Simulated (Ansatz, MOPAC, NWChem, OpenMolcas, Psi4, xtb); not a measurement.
## How methods differ on CH4BO (SMILES [BH]OC)

The runs start from one conformer, not always the lowest.

CH4BO, doublet, SMILES `[BH]OC`. Each level relaxes the structure for itself.

Quantity: the zero-point energy at each level's own minimum, in kJ/mol. The values are calculated.

```
                                   level            kind     program  value (kJ/mol)
                                     AM1  semi-empirical       MOPAC           139.6
                                GFN2-xTB  semi-empirical         xtb           131.8
                                PM6-D3H4  semi-empirical       MOPAC           125.7
                                 PM6-DH+  semi-empirical       MOPAC           124.0
                               UHF/3-21G    Hartree–Fock  OpenMolcas           147.1
        UHF/6-31G* (Cartesian functions)    Hartree–Fock  OpenMolcas           148.3
                    UPBE-D3(BJ)/def2-SVP             GGA      NWChem           133.3
                  UB3LYP-D3(BJ)/def2-SVP   global hybrid      NWChem           137.0
                      UPBE0-D4/def2-TZVP   global hybrid      Ansatz           138.1
UB3LYP-D3(BJ)/def2-SVP (density fitting)   global hybrid        Psi4           137.1
```

Harmonic and unscaled. The values span 124.0 to 148.3 kJ/mol.

The two Hartree–Fock values, 147.1 and 148.3 kJ/mol, lie above all the others, while the three hybrid results cluster between 137.0 and 138.1 kJ/mol and the GGA falls somewhat lower. Most of the zero-point energy of this radical sits in the C–H and B–H stretches and the methyl deformations, so the total chiefly measures how stiff each method makes these bonds. Hartree–Fock probably makes them too stiff because it lacks the correlation that weakens the restoring force as a bond stretches.

The semi-empirical methods show no common shift: AM1 lies slightly above the hybrids, whereas GFN2-xTB and both PM6 variants lie below the GGA. AM1's closeness to the hybrids is no proof of a good force field, since errors in individual modes can cancel in the sum. The near-identical B3LYP values with and without density fitting suggest that this approximation matters little here. In a reaction energy, part of each method's bias would cancel if all species were treated at the same level, but not if levels were mixed.
